\textbf{Question.} A long $p^+n$ diode carries a steady forward current $I_F$ and is suddenly reverse biased. My textbook gives, without proof, an equation for the time the reverse current needs to fall to a tenth of its initial value $I_R$: $\operatorname{erf}\sqrt{t/\tau}+e^{-t/\tau}/\sqrt{\pi t/\tau}=1+0.1\,I_R/I_F$. Where does it come from, and from which instant is $t$ counted? I also read that only half of the stored charge $I_F\tau$ comes back through the terminals. Why half? What does this give for a silicon rectifier at 1 A with $\tau=2\ \mu$s?

\textbf{Answer.} The equation comes from an idealised problem in which the excess hole density at the junction edge is set to zero at the switching instant. That problem is solved first. The circuit with a limited current $I_R$ is then solved exactly within the same premises, which shows that the root of your equation is an upper bound on the fall time and a lower bound on the total recovery time.

\section*{1. Premises and conventions}

The neutral $n$ base occupies $x>0$, with $x=0$ at the edge of the depletion layer. The area is $A$, the donor density $N_D$, the elementary charge $q$, and $p(x,t)$ is the hole density in excess of its equilibrium value $p_{n0}=n_i^2/N_D$. The terminal current $I$ is positive in the forward direction.

(a) One-sided junction: the current through the junction is carried by holes alone.

(b) Low injection, $p\ll N_D$: the majority electrons keep the base neutral with a field so weak that hole drift is negligible against hole diffusion, with constant coefficient $D$.

(c) Linear recombination at the rate $p/\tau$ with constant $\tau$.

(d) Long base: its thickness greatly exceeds $L=\sqrt{D\tau}$.

(e) The depletion layer follows the junction voltage $V$ without delay, $p(0,t)=p_{n0}(e^{qV/k_BT}-1)$; its edge stays fixed, and its charging, generation and recombination currents are dropped.

Continuity with (b) and (c), and the current with (a) and (e), give
\begin{equation}
\frac{\partial p}{\partial t}=D\frac{\partial^2p}{\partial x^2}-\frac{p}{\tau},\qquad I=-qAD\,\frac{\partial p}{\partial x}\Big|_{x=0}.\tag{1}
\end{equation}
The bounded steady solution is $p=p_0e^{-x/L}$, so $I_F=qADp_0/L$, and the stored charge is $qAp_0L=I_FL^2/D=I_F\tau$. With $\xi=x/L$, $\theta=t/\tau$, $u=p/p_0$ and the reverse current $i=-I/I_F$,
\begin{equation}
u_\theta=u_{\xi\xi}-u,\qquad u(\xi,0)=e^{-\xi},\qquad i(\theta)=u_\xi(0,\theta).\tag{2}
\end{equation}
Charges are then in units of $I_F\tau$.

\section*{2. Response to a voltage step}

A reverse voltage of several $k_BT/q$ gives $p(0,t)=-p_{n0}$. Since $p_{n0}/p_0=I_s/I_F$, with $I_s=qADp_{n0}/L$ the saturation current, this is $u(0,\theta)=0$ up to $I_s/I_F$. The function $e^{-\xi}$ solves (2), so $w=e^{-\xi}-u$ solves the same linear equation with $w(\xi,0)=0$, $w(0,\theta)=1$, and $i=-1-w_\xi(0,\theta)$.

Take the Laplace transform $\tilde w(\xi,s)=\int_0^\infty e^{-s\theta}w\,d\theta$. The initial value vanishes, so $\tilde w_{\xi\xi}=(1+s)\tilde w$. The bounded solution with $\tilde w(0,s)=1/s$ is
\begin{equation}
\tilde w=\frac1s e^{-\xi\sqrt{1+s}},\qquad -\tilde w_\xi(0,s)=\frac{\sqrt{1+s}}{s}=\frac{1}{\sqrt{1+s}}+\frac{1}{s\sqrt{1+s}}.\tag{3}
\end{equation}
The Gaussian integral gives $\int_0^\infty e^{-(1+s)\theta}(\pi\theta)^{-1/2}d\theta=(1+s)^{-1/2}$, which inverts the first term. Division by $s$ is integration from zero, and $v=y^2$ gives $\int_0^\theta e^{-v}(\pi v)^{-1/2}dv=\operatorname{erf}\sqrt\theta$, which inverts the second. Calling the step response $j$,
\begin{equation}
j(\theta)=K(\theta)-1,\qquad K(\theta)=\operatorname{erf}\sqrt\theta+\frac{e^{-\theta}}{\sqrt{\pi\theta}},\tag{4}
\end{equation}
and the reverse current is $I_F\,j(t/\tau)$. The profile behind it is
\begin{equation}
w=\tfrac12e^{-\xi}\operatorname{erfc}\Big(\frac{\xi}{2\sqrt\theta}-\sqrt\theta\Big)+\tfrac12e^{\xi}\operatorname{erfc}\Big(\frac{\xi}{2\sqrt\theta}+\sqrt\theta\Big),\tag{5}
\end{equation}
which satisfies the equation by differentiation, vanishes as $\theta\to0$ for $\xi>0$, equals 1 at $\xi=0$ because $\operatorname{erfc}(-a)+\operatorname{erfc}(a)=2$, and has slope $-K$ there. If the edge value $-I_s/I_F$ is kept, the step in $w$ is $1+I_s/I_F$ and the reverse current is $(I_F+I_s)K-I_F$, which tends to $I_s$.

In $dK/d\theta$ the derivative of the error function cancels the derivative of the exponential, leaving
\begin{equation}
j'(\theta)=-\frac{e^{-\theta}}{2\sqrt\pi\,\theta^{3/2}},\qquad j(\theta)=\frac{1}{2\sqrt\pi}\int_\theta^\infty e^{-v}v^{-3/2}dv.\tag{6}
\end{equation}
So $j$ is positive and falls monotonically from infinity to zero, as $(\pi\theta)^{-1/2}$ at short times and as $e^{-\theta}/(2\sqrt\pi\,\theta^{3/2})$ at long times. The tail is faster than $e^{-t/\tau}$ because extraction and recombination both remove holes.

\section*{3. Recovered charge}

Differentiation confirms $\int_0^\theta\operatorname{erf}\sqrt v\,dv=(\theta-\frac12)\operatorname{erf}\sqrt\theta+\sqrt{\theta/\pi}\,e^{-\theta}$. Adding the integrals of the other two terms of (4), $\operatorname{erf}\sqrt\theta$ and $-\theta$, the charge recovered up to $\theta$ is
\begin{equation}
\int_0^\theta j\,dv=\big(\theta+\tfrac12\big)\operatorname{erf}\sqrt\theta+\sqrt{\theta/\pi}\,e^{-\theta}-\theta .\tag{7}
\end{equation}
As $\theta\to\infty$, $\theta\operatorname{erfc}\sqrt\theta$ and $\sqrt{\theta}\,e^{-\theta}$ vanish, and
\begin{equation}
Q_\infty=\tfrac12I_F\tau .\tag{8}
\end{equation}

An identity valid for any drive explains the half. Let $M(\theta)=\int_0^\infty u\,e^{-\xi}d\xi$ and $g(\theta)=u(0,\theta)$. Two integrations by parts give $\int_0^\infty u_{\xi\xi}e^{-\xi}d\xi=-i-g+M$, so (2) yields $dM/d\theta=-i-g$. With $M(0)=\int_0^\infty e^{-2\xi}d\xi=\frac12$ and $M(\infty)=0$,
\begin{equation}
\int_0^\infty i\,d\theta=\frac12-\int_0^\infty g\,d\theta .\tag{9}
\end{equation}
For $g=0$ and a unit initial charge localised at $\xi_0$, the same argument gives a collected charge $M(0)=e^{-\xi_0}$. Thus $e^{-x/L}$ is the probability that a hole reaches the junction before it recombines. The holes are themselves distributed as $e^{-x/L}$, and the mean of the one exponential over the other is $\frac12$. The other half recombines in the base. Equation (9) also shows that any drive which leaves $g\ge0$ recovers at most $I_F\tau/2$.

\section*{4. The fall-time equation}

Equation (4) contains no $I_R$, and its initial current is infinite. A real source $-V_R$ acts through a resistance $R$ that limits the current to $I_R$. Put $r=I_R/I_F$. If one borrows (4) for the decaying current and asks when it equals $0.1\,I_R$, then $j(\theta_K)=0.1\,r$, or
\begin{equation}
\operatorname{erf}\sqrt{t_K/\tau}+\frac{e^{-t_K/\tau}}{\sqrt{\pi t_K/\tau}}=1+0.1\,\frac{I_R}{I_F}.\tag{10}
\end{equation}
This is the fall-time equation associated with Kingston (1954). By (6) it has one root for every $r>0$. It is an approximation, since the limited current starts its decay from a profile that is no longer $e^{-\xi}$.

\section*{5. The exact two-phase solution}

\textit{Storage phase.} While $g>0$ the junction stays forward biased, and $V$ depends on $g$ only logarithmically. For $V_R$ large against the change of $V$ the current is constant, $i=r$, so $w_\xi(0,\theta)=-(1+r)$. The bounded transform is $\tilde w=C(s)e^{-\xi\sqrt{1+s}}$ with $C\sqrt{1+s}=(1+r)/s$, and the inversion used above gives
\begin{equation}
g(\theta)=1-(1+r)\operatorname{erf}\sqrt\theta,\qquad \operatorname{erf}\sqrt{\theta_s}=\frac{1}{1+r},\tag{11}
\end{equation}
where the storage time $\theta_s$ is the zero of $g$.

\textit{Fall phase.} For $\theta>\theta_s$ the junction is reverse biased and $g=0$. The edge value $1-g$ of $w$ rises continuously from 0 to 1, and can be built from small steps $-g'(v)\,dv$, each contributing $K(\theta-v)$ to $-w_\xi(0,\theta)$. Define $\rho(v)=-g'(v)=(1+r)e^{-v}/\sqrt{\pi v}$, which is positive with $\int_0^{\theta_s}\rho\,dv=1$. Then $i=-1+\int_0^{\theta_s}\rho(v)K(\theta-v)\,dv$, and the normalisation of $\rho$ absorbs the $-1$:
\begin{equation}
i(\theta)=\int_0^{\theta_s}\rho(v)\,j(\theta-v)\,dv,\qquad\theta>\theta_s .\tag{12}
\end{equation}
The current is a weighted mean of delayed step responses. Since $j$ decreases, $j(\theta)<i(\theta)<j(\theta-\theta_s)$. Let $\theta^*$ be the time after switching at which $i=0.1\,r$, and $\theta_f=\theta^*-\theta_s$ the fall time. Then $j(\theta^*)<j(\theta_K)<j(\theta_f)$, and therefore
\begin{equation}
\theta_f<\theta_K<\theta^*<\theta_s+\theta_K .\tag{13}
\end{equation}
This answers the question about the origin of time. Counted from the end of storage, $t_K$ overestimates the fall time, and $t_s+t_K$ overestimates the total. Counted from the switching instant, $t_K$ underestimates the total. The two readings differ by $t_s$.

Equation (12) reduces to one integral. Differentiate it with (6); the exponentials combine to $e^{-\theta}$, and $\int_0^{\theta_s}v^{-1/2}(\theta-v)^{-3/2}dv=2\sqrt{\theta_s}/(\theta\sqrt{\theta-\theta_s})$, as differentiation with respect to the upper limit confirms. Integrating back from infinity, where $i=0$,
\begin{equation}
i(\theta)=\frac{(1+r)\sqrt{\theta_s}}{\pi}\int_\theta^\infty\frac{e^{-v}\,dv}{v\sqrt{v-\theta_s}} .\tag{14}
\end{equation}
As $r\to\infty$, (11) gives $(1+r)\sqrt{\theta_s}\to\sqrt\pi/2$, and at fixed $\theta$ (14) becomes (6). In that limit the threshold $0.1\,r$ is reached at $\theta\ll1$, where $e^{-v}\approx1$ in the part of the integral that matters, so $i/r\to(2/\pi)\arcsin\sqrt{\theta_s/\theta}$. Then $\theta^*/\theta_s\to1/\sin^2(\pi/20)=40.9$ and $\theta_f/\theta_s\to39.9$. From $\theta_K\to1/[\pi(0.1r)^2]$ and $\theta_s\to\pi/(4r^2)$ follows $\theta_K/\theta_s\to400/\pi^2=40.5$, between the two as (13) requires.

\textit{Charge.} Insert (11) into (9). With the integral of the error function from Section 3, $\int_0^{\theta_s}g\,d\theta=\theta_s-(\theta_s-\frac12)-(1+r)\sqrt{\theta_s/\pi}\,e^{-\theta_s}$, so
\begin{equation}
Q(r)=(I_F+I_R)\,\tau\,\sqrt{\theta_s/\pi}\;e^{-\theta_s},\tag{15}
\end{equation}
which tends to $I_F\tau/2$ as $r\to\infty$. It counts the whole tail, and an integration stopped at $0.1\,I_R$ gives less.

\section*{6. Range of validity}

\textit{Base thickness.} For a base of thickness $bL$, repeat the argument of (9) with a weight $\psi$ obeying $\psi''=\psi$, $\psi(0)=1$ and the same back condition as $u$, so that the boundary terms at $\xi=b$ vanish and the charge after a voltage step is $\int_0^b\psi\,u(\xi,0)\,d\xi$. Normalise $u$ to unit forward current. An ohmic back contact ($u=0$) has $\psi=\sinh(b-\xi)/\sinh b$ and $u=\sinh(b-\xi)/\cosh b$. A reflecting back ($u_\xi=0$, an ideal $nn^+$ step) has $\psi=\cosh(b-\xi)/\cosh b$ and $u=\cosh(b-\xi)/\sinh b$. The integrals of $\sinh^2$ and $\cosh^2$ are $\frac14\sinh2b\mp\frac12 b$, and $\sinh b\cosh b=\frac12\sinh 2b$, so
\begin{equation}
\frac{Q}{I_F\tau}=\frac12\mp\frac{b}{\sinh2b}\qquad(\text{upper sign ohmic, lower sign reflecting}).\tag{16}
\end{equation}
At $b=3$ the relative correction $2b/\sinh2b$ is 3\%. At $b=1$ the fractions are 0.22 and 0.78. As $b\to0$ they tend to $b^2/3$ and to 1. The factor one half belongs to the long base alone.

\textit{Emitter injection.} If a fraction $\gamma$ of $I_F$ is holes and the rest is electrons injected into a long $p$ side with lifetime $\tau_n$, a voltage step clamps both edges, the two responses add, and $Q=\frac12I_F[\gamma\tau+(1-\gamma)\tau_n]$. For $\tau_n\ll\tau$ the charge falls in proportion to $\gamma$.

\textit{Injection level.} Drift corrections are of relative order $p_0/N_D$, and $\tau$ may itself depend on $p$. For $p_0\gtrsim N_D$ equation (1) fails.

\textit{Depletion layer.} Its width grows by $\Delta W$. The fixed edge needs $\Delta W\ll L$. The charge $qAN_D\Delta W$ also flows through the terminals, and its ratio to (8) is $2N_D\Delta W/(p_0L)$, which low injection makes larger. It flows mostly in the fall phase, which it delays by a time of order $RC$, with $C$ the junction capacitance.

\textit{Short times and circuit.} At short times (4) is $qAp_0\sqrt{D/\pi t}$, and diffusion fails when this velocity reaches the thermal velocity $v_{th}$, at $t\sim D/(\pi v_{th}^2)$. The source must switch fast against $t_s$, without series inductance. A finite $dI/dt$ keeps $g>0$ for longer and, by (9) applied from the start of the ramp, lowers the net charge.

\section*{7. Numbers for silicon at 1 A and $\tau=2\ \mu$s}

Equations (4) to (15) need only $I_F$, $\tau$ and $r$. The stored charge is $2.0\ \mu$C, and the model's recovered charge after a voltage step is $1.0\ \mu$C. At $t=0.2\ \mu$s the reverse current is 0.96 A and $0.54\ \mu$C has returned. At $t=2\ \mu$s the values are 0.050 A and $0.94\ \mu$C. With a limited current, (10), (11), (14) and (15) give the following, times in $\mu$s and charge in $\mu$C, with digits that describe the model.

\begin{center}
\begin{tabular}{ccccccc}
$I_R$ (A) & $t_s$ & $t_f$ & $t_K$ & $t^*$ & $t_s+t_K$ & $Q$\\
1 & 0.455 & 1.09 & 1.38 & 1.54 & 1.84 & 0.86\\
10 & 0.0130 & 0.182 & 0.190 & 0.195 & 0.203 & 1.00
\end{tabular}
\end{center}

Read as a fall time, $t_K$ is too long by 27\% at $r=1$ and by 4\% at $r=10$.

Testing the premises needs a device. The following inputs are chosen so that the premises roughly hold: $T=300$ K, $k_BT=0.02585$ eV, $N_D=1\times10^{-4}$ nm$^{-3}$ ($10^{17}$ cm$^{-3}$), $N_A=1\times10^{-2}$ nm$^{-3}$ ($10^{19}$ cm$^{-3}$), $A=3\times10^{13}$ nm$^2$ (0.3 cm$^2$) and $V_R=5$ V, below the breakdown voltage of roughly 10 V typical of this doping. Typical values are $D\approx8\times10^{14}$ nm$^2$/s (8 cm$^2$/s), $n_i\approx1\times10^{-11}$ nm$^{-3}$ ($10^{10}$ cm$^{-3}$) and $v_{th}\approx1\times10^{14}$ nm/s ($10^7$ cm/s). The static dielectric constant is the compiled value 11.7 (Ioffe Institute), so $\varepsilon=11.7\,\varepsilon_0$.

Then $L=4.0\times10^4$ nm, and a base thicker than $3L=1.2\times10^5$ nm is long. The edge density is $p_0=I_FL/(qAD)=1.0\times10^{-5}$ nm$^{-3}$, so $p_0/N_D=0.10$ and drift corrections are of order ten per cent. With $p_{n0}=1\times10^{-18}$ nm$^{-3}$, $I_s=1\times10^{-13}$ A. The forward junction voltage follows from $qV_F=k_BT\ln(p_0/p_{n0})=0.77$ eV and the built-in barrier from $qV_{bi}=k_BT\ln(N_AN_D/n_i^2)=0.95$ eV, in Boltzmann statistics without gap narrowing. A hundredfold drop of $g$ changes $qV$ by $k_BT\ln100=0.12$ eV, 2\% of $q(V_R+V_F)=5.8$ eV, so the current departs from $I_R$ appreciably only at the very end of storage.

The one-sided abrupt width $W=\sqrt{2\varepsilon(V_{bi}-V)/(qN_D)}$ is 48 nm for a drop of 0.18 V and 277 nm for 5.95 V. The shift $\Delta W=229$ nm is 0.6\% of $L$, so the fixed edge is safe. The depletion charge $qAN_D\Delta W=0.11\ \mu$C is not negligible: it adds 11\% to $Q_\infty$. The final capacitance $\varepsilon A/W$ is 11 nF. With $R=(V_R+V_F)/I_R=5.8\ \Omega$ and $0.58\ \Omega$, $RC$ is $0.06\ \mu$s and $0.006\ \mu$s, a few per cent of the fall times. The generation current, of order $qAn_iW/\tau$, is $7\times10^{-9}$ A. Diffusion fails below $2.5\times10^{-14}$ s, by which time the short-time form of (7), $2\sqrt{\theta/\pi}$, has delivered only $1.3\times10^{-4}$ of $I_F\tau$. An assumed $\gamma=0.9$ with $\tau_n\ll\tau$ would lower the diffusion charge to $0.9\ \mu$C. With corrections of this size and of both signs, the result for this junction is about $1\ \mu$C, to one figure.

That number is the model's. A typical commercial 1 A rectifier is a $p^+n^-n^+$ structure with a die of order $1\times10^{12}$ nm$^2$ (1 mm$^2$), a base doping of order $2\times10^{-7}$ nm$^{-3}$ ($2\times10^{14}$ cm$^{-3}$) and a base thickness comparable to the diffusion length. The low-injection formula with the same $D$ would give $p_0=3\times10^{-4}$ nm$^{-3}$ there, over a thousand times the doping, so premises (b) and (d) both fail. The $n^+$ layer confines the carriers and the expanding depletion layer sweeps them out, so under very hard switching the recovered charge typically moves toward the full $I_F\tau=2\ \mu$C, and the long-base value is low by up to a factor of two. Under a slow, inductively limited current ramp more carriers recombine, and the recovered charge can lie well below $1\ \mu$C.